**Why the valence band of CdTe has a separate lower peak**

In this PBE calculation, on a compressed cell and without spin-orbit coupling, the gap of zincblende CdTe is about 1 eV (PBE gaps are usually too small), and the upper valence band is about 5 eV wide. The narrow Cd d band lies some 8 eV below the valence top and the Te s band some 11 eV below it. The zero of energy is the Fermi level, which sits inside the gap, above the valence top.

Density of states of zincblende CdTe (2-atom cell, not relaxed), calculated with Ansatz 0.2.0 using PBE, plane waves and generated PAW datasets, scalar-relativistic and without spin polarization. The cutoff is 420 eV, the k-mesh 7×7×7 and the Fermi-Dirac width 0.1 eV. Values are means over bins of 0.50 eV, from the tetrahedron method.

| bin centre from the Fermi level (eV) | total (states/eV/cell) | on Cd d (states/eV/cell) | on Te p (states/eV/cell) | on Te s (states/eV/cell) | on Cd s (states/eV/cell) |
| --- | --- | --- | --- | --- | --- |
| -11.78 | 3.50 | 0.52 | 0.01 | 2.72 | 0.24 |
| -11.28 | 0.00 | 0.00 | 0.00 | 0.00 | 0.00 |
| -10.78 | 0.00 | 0.00 | 0.00 | 0.00 | 0.00 |
| -10.28 | 0.00 | 0.00 | 0.00 | 0.00 | 0.00 |
| -9.78 | 0.00 | 0.00 | 0.00 | 0.00 | 0.00 |
| -9.28 | 8.45 | 8.10 | 0.33 | 0.00 | 0.01 |
| -8.78 | 9.38 | 9.12 | 0.09 | 0.10 | 0.06 |
| -8.28 | 2.15 | 1.76 | 0.03 | 0.31 | 0.05 |
| -7.78 | 0.00 | 0.00 | 0.00 | 0.00 | 0.00 |
| -7.28 | 0.00 | 0.00 | 0.00 | 0.00 | 0.00 |
| -6.78 | 0.00 | 0.00 | 0.00 | 0.00 | 0.00 |
| -6.28 | 0.00 | 0.00 | 0.00 | 0.00 | 0.00 |
| -5.78 | 0.00 | 0.00 | 0.00 | 0.00 | 0.00 |
| -5.28 | 1.96 | 0.04 | 1.19 | 0.05 | 0.66 |
| -4.78 | 0.93 | 0.04 | 0.56 | 0.06 | 0.26 |
| -4.28 | 0.43 | 0.02 | 0.25 | 0.04 | 0.10 |
| -3.77 | 0.31 | 0.02 | 0.19 | 0.03 | 0.06 |
| -3.27 | 1.51 | 0.05 | 1.32 | 0.02 | 0.06 |
| -2.77 | 1.86 | 0.06 | 1.64 | 0.02 | 0.05 |
| -2.27 | 2.05 | 0.07 | 1.82 | 0.02 | 0.04 |
| -1.77 | 1.89 | 0.08 | 1.69 | 0.01 | 0.02 |
| -1.27 | 0.86 | 0.04 | 0.78 | 0.00 | 0.00 |
| -0.78 | 0.20 | 0.01 | 0.18 | 0.00 | 0.00 |
| -0.28 | 0.00 | 0.00 | 0.00 | 0.00 | 0.00 |
| 0.23 | 0.00 | 0.00 | 0.00 | 0.00 | 0.00 |
| 0.72 | 0.01 | 0.00 | 0.00 | 0.00 | 0.00 |
| 1.23 | 0.04 | 0.00 | 0.01 | 0.01 | 0.02 |
| 1.73 | 0.45 | 0.00 | 0.10 | 0.04 | 0.20 |
| 2.23 | 1.66 | 0.01 | 0.38 | 0.08 | 0.56 |
| 2.73 | 1.79 | 0.01 | 0.42 | 0.05 | 0.56 |
| 3.23 | 1.08 | 0.00 | 0.18 | 0.01 | 0.24 |

The column "total" is the density of states, in states per eV per cell, and the other columns are its projections on the named atomic orbitals. A value times the bin width gives electrons. The upper valence band has two peaks, at $-5.28$ and $-2.27$ eV. Three explanations of this 3 eV separation are on offer: an ionic Te p band split by the crystal field, mixing with Cd d, and bonding with Cd s.

**(a) Count the electrons in the upper valence band and test the ionic picture Cd²⁺Te²⁻.**

*Solution.* The ten filled bins hold 6.00 electrons, which is three bands. The minimum between the peaks divides them into 1.82 below and 4.18 above. That is close to two and four, and crystal fields do split d shells into groups of levels, so a crystal-field reading is tempting. Symmetry argues against it: at a tetrahedral site the three p orbitals form a single $t_2$ set and stay degenerate.

The ionic picture also wants an empty Cd s shell. The upper valence band carries 0.62 electrons on Cd s, and the Bader charge in the same calculation is 0.475 where the formal charge is 2. Such counts depend on how space is shared out, and a diffuse Cd orbital picks up some Te density in any case. The stronger evidence is the distribution, since 0.54 of those electrons sit in the lower part. The two parts differ in character, which a split shell of pure Te p would not show.

**(b) Does the Cd d band draw the lower peak down?**

*Solution.* A p state at energy $E$, coupled by a constant $V$ to a d level $\varepsilon_d$, acquires the weight ratio $d/p = V^2/(E-\varepsilon_d)^2$. With $\varepsilon_d=-8.95$ eV, the centroid of the d band, the ratio should be 4.4 times larger at the lower peak than in the bin at $-1.27$ eV. The table gives a factor of 0.66. Fitted to all ten bins, this law does worse than a constant ratio, and the lower peak is the bin with the smallest share of d.

That counts only against a constant $V$, and in a crystal the coupling changes with the wave vector. The mixing itself is real: 0.23 electrons of Te p appear in the d band, mostly at its bottom, and 0.21 electrons of Cd d in the upper valence band. Coupled levels repel, so a d level underneath cannot draw the lower peak down. It lifts the p states, by 0.1 to 0.5 eV when the d weight is multiplied by the distance to $\varepsilon_d$. At the lower and upper peaks the lift is 0.12 and 0.25 eV, so by this estimate it adds only about 0.1 eV to their separation. PBE places the d band too shallow (photoemission puts it roughly 10 eV below the top, a recalled figure), which overstates the mixing.

**(c) Estimate how far bonding with Cd s lowers the bottom of the band, and judge the estimate.**

*Solution.* The model is the σ bond of a polar diatomic such as LiCl: a cation s level $\varepsilon_s$ above an anion level $\varepsilon_p$, coupled by $V$, gives a bonding state $E$ and an empty antibonding partner $E_+$. The analogy holds one wave vector at a time, because $V$ in a crystal sums four neighbours with Bloch phases, and the model leaves out Te–Te overlap and the nominally empty Cd p orbitals. The two secular equations, $(\varepsilon_s-E)c_s+Vc_p=0$ and $Vc_s+(\varepsilon_p-E)c_p=0$, eliminate $V$:

$$\frac{c_s^2}{c_p^2}=\frac{\varepsilon_p-E}{\varepsilon_s-E}.$$

If the bonding state has s weight $w$, the p orbital has weight $1-w$ in it and $w$ in the partner, so $\varepsilon_p-E=w\,(E_+-E)$. For given levels, the deeper a state is pushed, the more cation s it must carry. The closer $\varepsilon_s$ lies to $\varepsilon_p$, the larger both become at a given $V$.

For the lower peak, $E_+$ is taken at the centroid of Cd s in the conduction bins, 2.48 eV. This estimate has no adjusted constant:

$$w=\frac{0.66}{0.66+1.19}=0.357,\qquad w\,(E_+-E)=0.357\,(2.48+5.28)\ \text{eV}=2.77\ \text{eV}.$$

Undoing the shift returns the peak to $-2.5$ eV, near the Te p centroid of the upper part at $-2.3$ eV. The other three lower bins come back to the same range. Cd s mixing is therefore of the size needed for the separation.

As a second test, $\varepsilon_p$ was fixed at that centroid and $\varepsilon_s$ fitted to the four lower bins, the worked one included; the output below gives each row. The ratio s/p is reproduced with an rms deviation of 0.025. The worked bin is the worst, 0.51 against 0.55, several times its rounding. The fitted $\varepsilon_s$ moves by 0.7 eV when $\varepsilon_p$ moves by 0.3 eV, so it has no meaning of its own.

The model fails above the minimum, predicting 0.26 at $-3.27$ eV where the table has 0.05. Theory accounts for this: one s orbital per cell mixes with one of the three p bands, and the other two dominate the upper part. At Γ, where the calculation puts the valence top, s ($a_1$) and p ($t_2$) do not couple. The bonding band therefore rises to join the others, which explains why the Cd s share, after a sharp drop just above the minimum, goes on falling to zero at the top and why the lower part holds less than two electrons.

The partner is the weak link. The model expects a p/s ratio of 0.32 to 0.55 in it, while the conduction bins show 0.50 to 0.75, with 1.08 of their 2.52 states per cell unassigned and the centroid cut by the window. Cd s weight above the window would raise $E_+$ and with it the estimated shift. Te density counted as Cd s would act the other way, making $w$ and the shift too large. Te–Te overlap should lower the same band as well; its share is untested here, and agreement in size does not exclude it. The cell is compressed at 7.7 GPa, which is expected to enlarge $V$ and the widths, and spin-orbit coupling would split the valence top by roughly 0.9 eV (recalled) and reshape the upper part that fixes $\varepsilon_p$.

Numerical output:

```
electrons per cell         total  Cd d  Te p  Te s  Cd s  unassigned  rounding(+-)
Te s band (cut)           1.75  0.26  0.01  1.36  0.12     0.00      0.003
Cd d band                 9.99  9.49  0.23  0.21  0.06     0.01      0.007
upper VB, lower part      1.82  0.06  1.09  0.09  0.54     0.03      0.010
upper VB, upper part      4.18  0.15  3.72  0.03  0.08     0.19      0.015
upper VB, all             6.00  0.21  4.81  0.12  0.62     0.22      0.025
all filled in window     17.74  9.96  5.04  1.69  0.81     0.24      0.035
conduction in window      2.52  0.01  0.54  0.10  0.79     1.08      0.015
centroids (eV): Cd d band -8.95 (8.34 below valence top), Te p upper part -2.30, Cd s conduction 2.48
peaks at -5.28 and -2.27 eV, apart 3.01 eV; band edges -0.611, 0.436 eV, gap 1.047 eV
ionic limit: Cd s 0, Te p 6, charge 2; table Cd s 0.81, Te p 5.04 e; Loewdin 0.857, 5.061 e; Bader 0.475
E(eV)  Cd s%  Cd d%  Te p% | s/p  model  resid  +-  | d/p  model  +-   | d push up (eV)
-5.28   33.7    2.0   60.7 | 0.55  0.51   0.04 0.007 | 0.034 0.096 0.004 |  0.12
-4.78   28.0    4.3   60.2 | 0.46  0.47  -0.00 0.013 | 0.071 0.074 0.010 |  0.28
-4.28   23.3    4.7   58.1 | 0.40  0.41  -0.01 0.028 | 0.080 0.059 0.022 |  0.35
-3.77   19.4    6.5   61.3 | 0.32  0.34  -0.03 0.035 | 0.105 0.048 0.029 |  0.49
-3.27    4.0    3.3   87.4 | 0.05  0.26  -0.21 0.004 | 0.038 0.040 0.004 |  0.21  not in s-p fit
-2.77    2.7    3.2   88.2 | 0.03  0.14  -0.11 0.003 | 0.037 0.034 0.003 |  0.22  not in s-p fit
-2.27    2.0    3.4   88.8 | 0.02  0.00   0.02 0.003 | 0.038 0.029 0.003 |  0.25  not in s-p fit
-1.77    1.1    4.2   89.4 | 0.01  0.00   0.01 0.003 | 0.047 0.025 0.003 |  0.32  not in s-p fit
-1.27    0.0    4.7   90.7 | 0.00  0.00   0.00 0.006 | 0.051 0.022 0.007 |  0.37  not in s-p fit
-0.78    0.0    5.0   90.0 | 0.00  0.00   0.00 0.028 | 0.056 0.019 0.029 |  0.43  not in s-p fit
s-p fit: es = 0.51 eV, rms 0.025, worst row -5.28; es = -0.19 / 1.21 eV if ep moves by -0.3 / +0.3 eV
s-p fit, antibonding partner es+ep-E (eV): 3.49 2.99 2.49 1.98
no fit, partner at Cd s conduction centroid: weight s/(s+p) 0.36 0.32 0.29 0.24
   downward shift (eV) 2.77 2.30 1.93 1.50 ; unmixed p level (eV) -2.51 -2.48 -2.35 -2.27 ; centroid -2.30
conduction Te p / Cd s: 1.73 eV 0.50; 2.23 eV 0.68; 2.73 eV 0.75; 3.23 eV 0.75; model expects 0.32 to 0.55
conduction unassigned %: 24 38 42 60
d model: V = 1.14 eV, rms 0.032; a constant d/p = 0.056 has rms 0.022
d/p at -5.28 over d/p at -1.27 eV: model 4.4, table 0.66
row -11.78: 1.75 e, Cd d 14.9%, Te p 0.3%, Te s 77.7%
row -9.28: 4.22 e, Cd d 95.9%, Te p 3.9%, Te s 0.0%
row -8.78: 4.69 e, Cd d 97.2%, Te p 1.0%, Te s 1.1%
row -8.28: 1.07 e, Cd d 81.9%, Te p 1.4%, Te s 14.4%
exchange of weight (e): Te p in d band 0.23, Cd d in upper VB 0.21; Te s in d band 0.21, Cd d in cut Te s band 0.26
Te s - Cd d two-level push 0.52 eV; top d row lies 0.67 eV above d centroid
```
